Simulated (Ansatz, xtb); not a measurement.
**Relative energy of two isomers of C5H11PS**

We compare X, `CP(C)(=S)C1CC1`, a singlet, with Y, `C/C=C/P(C)(C)=S`, a singlet. Both are isolated molecules in the gas phase, relaxed with B3LYP/def2-SVP; each stands in its lowest conformer found.

Question: Estimate E(Y) − E(X) at the level CCSD(T)/def2-SVP + ΔMP2/def2-TZVPP.

Answer: Calculated at CCSD(T)/def2-SVP + ΔMP2/def2-TZVPP: E(Y) − E(X) = −24.2 kJ/mol, so structure Y lies lower.

Level by level:

```
                             level        geometry  E(Y) − E(X) (kJ/mol)  departure from the last row (kJ/mol)  job, with rough time for the two
                          GFN2-xTB        GFN2-xTB                   +12.6                                 +36.8              optimisation, 0.31 s
                         HF/STO-3G        GFN2-xTB                   +11.8                                 +36.0              single point, 0.48 s
                r2SCAN-D4/def2-SVP        GFN2-xTB                   −10.6                                 +13.6               single point, 5.5 s
                    B3LYP/def2-SVP  B3LYP/def2-SVP                   −27.5                                  −3.3                optimisation, 40 s
                       HF/def2-SVP  B3LYP/def2-SVP                   −30.1                                  −6.0           part of the CCSD(T) run
                      MP2/def2-SVP  B3LYP/def2-SVP                    −6.9                                 +17.2           part of the CCSD(T) run
                  CCSD(T)/def2-SVP  B3LYP/def2-SVP                   −18.9                                  +5.2                      single point
CCSD(T)/def2-SVP + ΔMP2/def2-TZVPP  B3LYP/def2-SVP                   −24.2                                                     single point, 2 min
```

As drawn, Y has 1 C=C in place of 2 C–C. Structure X has a 3-membered ring, Y no ring.

GFN2-xTB, HF/STO-3G put the two in the other order. The largest departure from CCSD(T)/def2-SVP + ΔMP2/def2-TZVPP is that of GFN2-xTB, 36.8 kJ/mol. The last row adds to CCSD(T) the change of the MP2 difference between the two basis sets, here −5.2 kJ/mol.

With thermal terms from frequencies at re-optimised GFN2-xTB minima (ideal gas, soft modes damped towards free rotors, one conformer each, 298.15 K, 1 atm): on the last row, ΔE + ΔZPE = −28.6, ΔH = −26.3, ΔG = −31.7 kJ/mol.

The correlated steps freeze 15 core orbitals. Codes used: Ansatz 0.2.0, xtb 6.7.1; the last row on 4 threads of Arm Neoverse V1 on a shared host.

The open-chain propenyl phosphine sulfide lies below its cyclopropyl isomer because relief of ring strain outweighs the cost of exchanging a C–C σ bond for a weaker π bond. The Me2P(S) group is common to both, so the preference is essentially that of propene over cyclopropane, probably with only a small contribution from interaction between the alkene and phosphorus.

Hartree–Fock already gives the right order in def2-SVP, so the reversal with STO-3G points to the inflexible minimal basis rather than to missing correlation. Correlation in fact favours the compact ring: MP2 shrinks the gap from −30.1 to −6.9 kJ/mol, and CCSD(T) restores about half of that loss, which suggests that MP2 exaggerates the ring's extra correlation energy. B3LYP's close agreement may therefore owe something to error cancellation.

Free energy widens the preference further, as expected when a rigid ring gives way to a chain with softer internal rotations. This thermodynamic driving force says nothing about the ring-opening rate, since a C–C bond must break and a hydrogen must migrate.
